In one and the same PbSe crystal cell, five hybrid functionals disagree on whether the cell is too small or too large. Two things account for most of the order: the functional from which each hybrid starts, and how much exact exchange is added to it. A small share of exact exchange can therefore give the same pressure as a large one, if the starting point is different.

Pressure of rock-salt PbSe (Fm-3m, two-atom cell) from hybrid density functionals, computed with Ansatz 0.2.0 using plane waves and PAW potentials. All rows use the same fixed cell (cubic edge 6.177 Å), a 6×6×6 k mesh and fixed occupations, without spin polarisation or spin-orbit coupling. Positive pressure means that the cell is under compression.

| functional | wave cutoff | pressure (GPa) |
| --- | --- | --- |
| DDH-PBE0 | 420 eV | 0.700 |
| HSE06 | 420 eV | -0.200 |
| LC-wPBE | 420 eV | -1.200 |
| PBE0 | 420 eV | -0.100 |
| r2SCANh | 500 eV | -0.200 |

## What happens

A positive pressure means that the crystal pushes outward and would relax to a larger cell; a negative one means that it would shrink. DDH-PBE0 pushes outward with 0.7 GPa, and LC-wPBE pulls inward with 1.2 GPa. PBE0, HSE06 and r2SCANh lie together just below zero, too close to be ranked at the loose convergence of these stresses. The pressures in the table are rounded to a tenth of a GPa.

The cell was relaxed with r2SCAN, a functional without exact exchange. Each pressure thus measures mainly disagreement with r2SCAN about the size of the crystal, along with any error from the finite wave cutoff, which was not tested. A value near zero is no proof of agreement with nature.

## Why exact exchange pulls the cell inward

PBE tends to make solids of this kind too large. This bias comes largely from the way its exchange energy depends on the density gradient: the simpler local density approximation, which lacks that dependence, tends to make them too small.

A hybrid built on PBE replaces part of PBE's exchange by exact exchange. This also reduces another error of PBE, in which an electron partly repels itself and spreads out too far. The ions should then become more compact, neighbouring closed shells should repel each other less, and the crystal should prefer a smaller cell. That is the expected mechanism; the pressures show the inward pull but do not isolate its cause.

DDH-PBE0 and PBE0 show the effect most cleanly, because both mix exact exchange into PBE and differ only in the fraction. PBE0 takes 25 %. DDH-PBE0 takes the inverse of the dielectric constant, which is small in a crystal that screens as strongly as PbSe. Its exchange energy, compared with that of PBE0, puts the fraction at about 5 %, so DDH-PBE0 is nearly plain PBE and should keep most of PBE's outward push.

## How large the effect is

The simplest model lets the pressure $P$ fall in proportion to the fraction $x$ of exact exchange:

$$P(x) = P_0 + s\,x .$$

Here $P_0$ is the pressure of the parent functional without exact exchange, and $s$ is the slope. A straight line through DDH-PBE0 and PBE0 gives a drop of about 0.4 GPa for every ten percentage points, and about 0.9 GPa for plain PBE. It crosses zero near 22 %, close to PBE0's own fraction, which only restates that PBE0 almost accepts the cell that r2SCAN prefers. These two rows fix the line, so the other rows have to test it.

What such a pressure means for the lattice follows from the bulk modulus $B$, roughly 50 GPa for PbSe as a recalled value. Relieving a pressure $P$ changes the volume by the fraction $P/B$, and the cubic edge $a$ by a third of that fraction. For DDH-PBE0 this gives

$$\Delta a \approx \frac{aP}{3B} = \frac{6.18\ \text{Å} \times 0.7\ \text{GPa}}{3 \times 50\ \text{GPa}} \approx 0.03\ \text{Å},$$

or about half a percent of the edge. The same estimate gives a contraction of about 0.05 Å for LC-wPBE, and of less than 0.01 Å for the three functionals in the middle.

## The row that breaks the simple order

r2SCANh contains only 10 % exact exchange, yet its pressure of −0.2 GPa places it beside the functionals with 25 %. If it started from PBE, the line would give $0.9 - 0.4 = 0.5$ GPa, which has the wrong sign. But r2SCANh starts from r2SCAN, and this is r2SCAN's own cell, so its parent should feel almost no pressure here. Starting from zero, the same slope gives −0.4 GPa: the right direction, but twice the computed size.

The remaining difference can't be pinned on one cause. The slope was taken from hybrids of PBE, and r2SCANh was run with a higher wave cutoff, which can shift a stress by itself. The parents themselves were not computed here, but the likely reading is this: PBE0 reaches a pressure near zero by a large correction to a parent that wants a bigger cell, whereas r2SCANh gets there by a small correction to a parent that already fits.

## Where in space the exchange acts

HSE06 also uses 25 % exact exchange, but fades it out with distance, over a length of about 5 Å in its standard form. Its pressure nevertheless lies within 0.1 GPa of that of PBE0. Replacing the distant part of exact exchange by PBE exchange therefore hardly changes the preferred volume, although it matters for the electronic spectrum: the band gap is 0.79 eV with HSE06 and 1.34 eV with PBE0. A change in the gap is thus a poor guide to a change in pressure.

LC-wPBE does the opposite. It leaves out exact exchange at very short distances and turns it on gradually, over a length of a little more than 1 Å, so that it is almost complete at the Pb–Se distance of 3.09 Å. At that distance HSE06 has already lost more than half of its exact exchange, yet its pressure is close to that of PBE0, which points to shorter distances as the more important ones. LC-wPBE can't confirm this: it lacks exact exchange at the shortest distances, but has four times the share of PBE0 at long ones. The straight line is no help here: continued to full exact exchange it gives −3.1 GPa, far beyond the computed −1.2 GPa.

LC-wPBE is also a doubtful choice for this material on other grounds. Its long-range exchange is unscreened, while the electrons of PbSe screen strongly, and its gap comes out at 4.5 eV. The measured gap is only a few tenths of an electronvolt, as a rough recalled value. Spin-orbit coupling, which these calculations omit, would lower the computed gap, but not by several electronvolts.

## What to do about it

To guess the pressure of a hybrid in a borrowed cell, ask first whether its parent functional would find that cell too small or too large. Then expect exact exchange to pull inward in a solid like this one. Its fraction gives only a rough idea of the size of the pull, as the factor of two for r2SCANh suggests. When the pressure itself matters, compute the parent in the same cell and with the same cutoff: the difference between the two runs is the effect of exact exchange, and the parent's own pressure shows how poorly the borrowed cell suits the parent.
